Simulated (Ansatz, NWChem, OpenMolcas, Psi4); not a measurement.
**A small benchmark: dipole moment**

6 molecules holding an element past argon; the dipole moment in D, computed less measured. Shapes, held fixed at every level: PBE0-D4/def2-TZVP. No vibrational averaging. Dipoles are compared by magnitude; molecules under 1 D, whose direction can flip, are left out. Programs: Ansatz 0.2.0, NWChem 7.3.0, OpenMolcas 26.06, Psi4 1.11. A level may come from different programs for different species; with the same settings they agree closely. Measured values: NIST CCCBDB.

Levels: A = HF/STO-3G; B = r2SCAN-D4/def2-TZVPP; C = B3LYP/6-31G* (spherical functions); D = B3LYP-D4/def2-TZVPP.

```csv
molecule,measured,A,B,C,D
BrF (bromine fluoride),1.42,-1.35,-0.17,-0.09,-0.02
AsF3 (arsenic trifluoride),2.59,-1.32,-0.28,-0.32,-0.06
CH2Br2 (dibromomethane),1.43,+0.14,+0.10,+0.21,+0.06
CH3Br (bromomethane),1.81,-0.13,+0.14,+0.20,+0.08
CHBrF2 (bromodifluoromethane),1.50,-0.16,-0.14,-0.11,-0.13
C2H3Br (vinyl bromide),1.42,-0.02,+0.03,+0.12,0.00
```

**Question.** Sum up the errors.

**Answer.** 
| level | kind | mean error | mean absolute error | worst case |
| --- | --- | --- | --- | --- |
| HF/STO-3G | Hartree–Fock | -0.473 | 0.520 | BrF |
| r2SCAN-D4/def2-TZVPP | meta-GGA | -0.053 | 0.143 | AsF3 |
| B3LYP/6-31G* (spherical functions) | global hybrid | +0.002 | 0.175 | AsF3 |
| B3LYP-D4/def2-TZVPP | global hybrid | -0.012 | 0.058 | CHBrF2 |

On this set B3LYP-D4/def2-TZVPP has the smallest mean absolute error and HF/STO-3G the largest. HF/STO-3G is too low in 5 of 6. The levels differ in basis as well as in method. Relativity is left out for As, Br. The set is small.

The large HF/STO-3G errors come from BrF and AsF3, where fluorine is bonded directly to the heavy atom. A minimal basis gives fluorine no freedom to expand as it gains charge, which probably explains why these strongly polar bonds come out far too weakly polarised. Hartree–Fock in a flexible basis tends instead to exaggerate polarity.

The near-zero mean error of B3LYP/6-31G* reflects cancellation, not accuracy: the three fluorine-containing molecules come out too low and the other three too high. Since a D4 correction leaves the density unchanged at fixed geometry, the two B3LYP columns isolate the effect of the basis. The larger set reduces the error for every molecule except CHBrF2, with the greatest gain for AsF3.

CHBrF2 is too low by a similar amount at all four levels. This suggests a contribution from something they share, such as the fixed geometry or the measured reference, so its residual error is weak evidence against any one functional.
